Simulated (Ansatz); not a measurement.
# How methods differ on SiH4 (SMILES [H][Si]([H])([H])[H])

SiH4: 5 atoms, total charge 0, spin state singlet. As SMILES, `[H][Si]([H])([H])[H]`. The coordinates come from a GFN2-xTB relaxation.

```xyz
5

Si    0.0001    0.0000    0.0001
H     0.0113   -0.0194    1.4609
H     1.3735    0.0113   -0.4978
H    -0.6966    1.1967   -0.4657
H    -0.6882   -1.1885   -0.4975
```

Quantity: the energy change with the Si1–H4 bond stretched from 1.461 to 1.826 Å, in eV. The values are calculated.

```csv
level,kind,program,value (eV),less FCI/3-21G,CPU time (all runs)
HF/3-21G (restricted),Hartree–Fock,Ansatz,0.67,+0.18,0.18 s
BLYP/3-21G (restricted),GGA,Ansatz,0.52,+0.03,1.1 s
PBE/3-21G (restricted),GGA,Ansatz,0.52,+0.03,1.1 s
r2SCAN0/3-21G (restricted),hybrid meta-GGA,Ansatz,0.62,+0.13,2.3 s
wB97X/3-21G (restricted),range-separated hybrid,Ansatz,0.62,+0.13,4.7 s
B2PLYP/3-21G (restricted),double hybrid,Ansatz,0.60,+0.11,1.5 s
MP2/3-21G (restricted),perturbation theory,Ansatz,0.58,+0.09,0.2 s
CCSDT/3-21G (restricted),coupled cluster or CI,Ansatz,0.49,0.00,0.45 s
FCI/3-21G,exact in the basis,Ansatz,0.49,0.00,16 s
```

FCI/3-21G is exact within its basis and frozen core, so for wave-function methods in that basis the difference is their error; functionals converge differently with the basis, so for them it is only a difference. The first shape isn't each level's own minimum. The values span 0.49 to 0.67 eV. All rows use very small basis sets, so none should be taken for the real molecule's value. Times are those of the runs behind each value, whatever else they computed, on shared processors of several kinds: orders of magnitude only.

Electron correlation makes this Si–H stretch cheaper. Restricted Hartree–Fock lies 0.18 eV above FCI, MP2 still 0.09 eV above, while CCSDT matches FCI to the printed precision. As the bond lengthens, the σ–σ* gap narrows and the σ*² configuration gains weight. A single closed-shell determinant cannot follow this: it keeps too much ionic character where the electrons should begin to separate onto Si and H. Second-order perturbation theory captures only part of that left-right correlation, whereas the coupled-cluster result suggests that connected excitations beyond triples matter little at this stretch.

BLYP and PBE give the same value, below both hybrids and the double hybrid. This is probably because semilocal exchange mimics some left-right correlation that exact exchange lacks, though the functionals differ in other ingredients too. Their closeness to FCI therefore doesn't establish a better description of the bond. Nor does the agreement of CCSDT at this moderate stretch show how it would perform near full dissociation, where the restricted reference becomes much poorer.
